**Q:** None of these metals normally crystallises like diamond. What can I learn from putting them all in that structure?

**A:** You learn what the atoms do when the geometry is held the same. Each atom has four nearest neighbours in every row, so no difference between rows comes from a change of structure. The crystals are hypothetical, and whether they would survive a small distortion is untested, so these moduli aren't design data for the real metals.

Period 6 metals in the diamond structure, computed with Ansatz 0.2.0 (plane-wave PAW, scalar-relativistic PBEsol, no spin polarisation, 420 eV cutoff, 0.1 eV Fermi-Dirac smearing). Volume, bulk modulus and its pressure derivative come from a Birch-Murnaghan fit to energies extrapolated to zero smearing. Valence electrons are outer s and p, plus d in groups 3 to 12.

| element | Z | valence electrons | k mesh | volume per atom, PBEsol (Å³) | bulk modulus, PBEsol (GPa) | bulk modulus pressure derivative, PBEsol | neighbour distance, PBEsol (Å) |
| --- | --- | --- | --- | --- | --- | --- | --- |
| Cs | 55 | 1 | 6×6×6 | 171.99 | 0.758 | 2.83 | 4.790 |
| Ba | 56 | 2 | 8×8×8 | 50.70 | 14.6 | 6.97 | 3.209 |
| La | 57 | 3 | 9×9×9 | 35.30 | 54.6 | 5.66 | 2.844 |
| Lu | 71 | 3 | 9×9×9 | 45.88 | 11.1 | 0.25 | 3.107 |
| Hf | 72 | 4 | 10×10×10 | 32.25 | 30.6 | 2.46 | 2.760 |
| Ta | 73 | 5 | 10×10×10 | 27.03 | 75.6 | 3.20 | 2.600 |
| W | 74 | 6 | 11×11×11 | 23.84 | 130 | 3.78 | 2.493 |
| Re | 75 | 7 | 11×11×11 | 21.87 | 192 | 4.20 | 2.423 |
| Os | 76 | 8 | 11×11×11 | 20.81 | 223 | 4.56 | 2.383 |
| Ir | 77 | 9 | 11×11×11 | 20.85 | 207 | 4.93 | 2.385 |
| Pt | 78 | 10 | 11×11×11 | 23.00 | 136 | 5.38 | 2.465 |
| Au | 79 | 11 | 10×10×10 | 27.34 | 69.4 | 5.69 | 2.608 |
| Tl | 81 | 3 | 9×9×9 | 40.71 | 19.3 | 5.12 | 2.980 |
| Pb | 82 | 4 | 9×9×9 | 41.17 | 30.5 | 4.83 | 2.993 |
| Bi | 83 | 5 | 9×9×9 | 46.09 | 32.7 | 4.36 | 3.105 |

The extremes are Cs and Os. Cs has about 8 times the volume per atom of Os, and Os is almost 300 times stiffer. Cs binds through a single, widely spread outer electron, while Os has eight valence electrons, most of them in 5d states that overlap strongly with their neighbours.

**Q:** From Lu onwards the volume shrinks, stops near Os and Ir, then grows again up to Au. Why does it turn round?

**A:** The 5d states of neighbouring atoms combine into a band. Electrons in its lower part gather between the atoms and pull them together; electrons in its upper part weaken that pull. Filling the band from the bottom therefore first makes the crystal smaller and stiffer, then larger and softer. From Lu to Os the volume falls by 55%, and from Os to Au it rises by 31%.

On this argument alone the turn should come at a half-filled d band, near W or Re. It comes later because the nuclear charge also grows along the row and draws the d and s shells inwards. That contraction keeps reducing the volume until the antibonding electrons outweigh it. This is the standard account of transition metals; the table shows the turn, but it doesn't separate the two effects. The size of the step from Hf to Ta deserves some caution, because the 4f electrons are treated explicitly up to Hf and frozen into the core from Ta on.

**Q:** So if I know the volume, can I read off the stiffness?

**A:** Only roughly. Larger volume mostly means lower bulk modulus (the rank correlation is −0.95), but Lu and Bi have volumes within 0.5% of each other and Bi is three times stiffer. Think of the energy as a curve against volume. The equilibrium volume $V$ tells you where its minimum lies, and the bulk modulus $B$ is that volume times the curvature there.

The product $BV$ is the curvature for a given relative change of volume, expressed as an energy per atom. It is 3.2 eV in Lu and 9.4 eV in Bi, so the same percentage squeeze costs far more in Bi. For Cs and Os, it splits the large stiffness ratio into two factors: about 8 from the volume and about 36 from $BV$.

**Q:** What happens if I add one electron at a time in Tl, Pb and Bi?

**A:** Here the 5d shell is full and the added electrons are 6p. Pb has nearly the same volume as Tl, but its modulus is 1.6 times as large. Bi is 12% larger than Pb and only slightly stiffer.

Counting bonds explains part of this, mainly why Bi is larger. Each atom has four bonds, each shared with a neighbour, so it owns two bonds, which hold four electrons. The fourth electron, in Pb, still finds room in bonding states, whereas the fifth, in Bi, must go into antibonding ones and pushes the atoms apart. This is a simplified picture. In the Pb run the bands that should be full and those that should be empty overlap by about 1.1 eV, so the division isn't clean. Nor does the count explain why Pb isn't smaller than Tl, or why Bi isn't softer than Pb. The scalar-relativistic calculation also leaves out spin-orbit coupling, which splits the 6p states and can be expected to matter in all three elements.

**Q:** La and Lu both have three valence electrons. I was taught that Lu is the smaller atom. Why is it larger here?

**A:** What you were taught holds for the ordinary metals: the 4f electrons added between La and Lu screen the nucleus poorly, so the outer shells contract. In this table Lu is 30% larger than La, and La is nearly five times stiffer. An equal electron count evidently doesn't mean equal bonding.

The same runs give a clue. The electrons are smeared over a small energy range around the Fermi level, and the resulting entropy term grows with the number of states found there. It is 2.4 times larger in Lu than in La. Part of that comes from Lu's larger cell, since the term grows on expansion in both metals. But even at the closest volumes computed, with La stretched by 12% and Lu compressed by 12%, the term in Lu is still 1.5 times that in La, so their electronic structures do differ. Two explanations are possible. The empty 4f states of La, which lie not far above the Fermi level, may join in its bonding, while those of Lu are full. Or La may hold more of its electrons in 5d states, as it does in the ordinary metals. An analysis of the orbital occupations would test both. There is also a reason for caution: Ba and La come out at least as dense here as their ordinary metals, which is surprising for so open a structure. A fault in their atomic datasets isn't excluded, so a check with another dataset or an all-electron program should come first.

**Q:** Lu also has a pressure derivative of 0.25, where most metals have about 4 or 5. Is the fit broken?

**A:** No. The derivative says how much the modulus grows per unit of pressure, and the pressures computed at several volumes confirm that in Lu it hardly grows at all. Near equilibrium the modulus is 11.2 GPa; with the volume reduced by about 10% it is 10.2 GPa. La, treated in the same way, stiffens from 60 to 92 GPa.

Compression normally stiffens a crystal because the repulsion between atoms rises steeply. In Lu something offsets that rise. A transfer of electrons from s to d states under pressure would act in this direction, but these runs don't test it. In practice, don't extrapolate the Lu curve beyond the volumes that were computed.

**Q:** I tried to recover the volume of Lu from its neighbour distance and got a different number. Which one is wrong?

**A:** Neither; they belong to slightly different minima. In the diamond structure the distance $d$ and the volume per atom are tied by $V=(2d/\sqrt{3})^3$. For Lu, $d=3.107$ Å gives 46.18 Å³, while the table has 45.88 Å³, which is 0.6% less. The distance appears to come from the cell relaxed with smeared electrons, whereas the volume comes from energies extrapolated to zero smearing.

You can estimate the difference by treating each cause as a small pressure and dividing it by the modulus. First, the relaxed cell still has a pressure of 0.026 GPa. Divided by 11.1 GPa, this expands Lu by 0.23%.

Second, the smearing itself pushes the cell outwards, because its entropy term lowers the free energy and grows with volume. Going from 0.96 to 1.04 times the relaxed volume, the term rises by 0.0096 eV per two-atom cell. The extrapolation removes half of it, 0.0048 eV, over a volume change of $0.08\times2\times45.88=7.3$ Å³. That is 0.00065 eV/Å³, or about 0.105 GPa, and removing this push shrinks Lu by 0.94%.

Together the two give $0.23-0.94=-0.71\%$, close to the observed $-0.64\%$. The estimate contains no adjustable constant, and in all fifteen rows it comes within 0.07 percentage points of the observed difference. That is about what rounding the distance can cause, so rows with very small differences, such as Bi, hardly test it. The agreement shows that the runs are consistent with themselves, not that the volumes are right. The output below lists every row.

**Q:** Then which digits can I trust? May I say that Os is smaller than Ir?

**A:** I'd call them equal. Their volumes differ by 0.2%, and the smearing correction alone is 0.06% in Os and 0.12% in Ir. Convergence with the k mesh and the plane-wave cutoff wasn't tested, so a difference this small has no claim to a physical cause. The fall from Lu to Os and the rise from Ir to Au are far larger and safe from such details.

Soft crystals need more care, because the same push moves them further. In W the smearing acts with about 0.15 GPa (0.12% of 130 GPa), more than in Lu, yet it shifts the volume of W by only 0.12%. For Lu and Cs, leaving out the extrapolation to zero smearing would alter the volume by the better part of a per cent.

Two other choices affect every row. The atomic datasets were made for PBE but used with PBEsol, and spin polarisation was switched off. Zero magnetic moments are therefore an assumption of the calculation, not a result. If you repeat one row with better settings, repeat its neighbours too before you compare them.

Output of the analysis:

```
Steps and volume consistency:
  row  volume change from row above (%)  modulus times volume (eV per atom)  smearing shift of volume (%)  fitted volume above that from distance (%)  estimate of that gap (%)
   Cs                               n/a                              0.8137                        0.6729                                       1.646                     1.682
   Ba                            -70.52                                4.62                       -0.3454                                     -0.3469                   -0.3941
   La                            -30.37                               12.03                       -0.3493                                     -0.3269                   -0.3233
   Lu                             29.97                               3.179                       -0.9448                                     -0.6446                   -0.7103
   Hf                            -29.71                               6.159                       -0.4602                                      -0.369                   -0.3898
   Ta                            -16.19                               12.75                       -0.1321                                     -0.1109                   -0.1114
    W                             -11.8                               19.34                       -0.1188                                    -0.06185                   -0.1323
   Re                            -8.263                               26.21                      -0.05273                                     -0.1426                   -0.1042
   Os                            -4.847                               28.96                      -0.05796                                     -0.1169                  -0.07896
   Ir                            0.1922                               26.94                       -0.1221                                     -0.1765                   -0.1891
   Pt                             10.31                               19.52                       -0.2598                                     -0.2601                   -0.2859
   Au                             18.87                               11.84                       0.02562                                      0.1077                   0.06604
   Tl                              48.9                               4.904                       -0.1919                                    -0.08189                   -0.0686
   Pb                              1.13                               7.837                        -0.176                                     -0.2638                   -0.2879
   Bi                             11.95                               9.407                       0.08883                                    0.003175                  -0.03746
Volume of Cs over volume of Os (ratio): 8.265
Bulk modulus of Os over that of Cs (ratio): 294.2
Fall of volume from Lu to Os (%): 54.64
Rise of volume from Os to Au (%): 31.38
Volume of Ir less volume of Os (cubic angstrom): 0.04
Rank correlation of volume and bulk modulus over all rows: -0.9464
Volume of Bi above that of Lu (%): 0.4577
Bulk modulus of Bi over that of Lu (ratio): 2.946
Volume of Hf below that of La (%): 8.64
Bulk modulus of La over that of Hf (ratio): 1.784
Bulk modulus of Pb over that of Tl (ratio): 1.58
Bulk modulus of La over that of Lu (ratio): 4.919
Entropy term of Lu over that of La at the reference volume (ratio): 2.373
Lu local bulk modulus at 0.90 of reference volume (GPa): 10.2
Lu local bulk modulus at 0.98 of reference volume (GPa): 11.22
Lu local bulk modulus at 1.06 of reference volume (GPa): 10.62
La local bulk modulus at 0.90 of reference volume (GPa): 92.13
La local bulk modulus at 0.98 of reference volume (GPa): 59.91
La local bulk modulus at 1.06 of reference volume (GPa): 36.49
Largest miss of the gap estimate (percentage points): 0.07045
Largest volume error from rounding of the distance (%): 0.06295
Re neighbour distance from the cell edge of the reference run (angstrom): 2.423
```
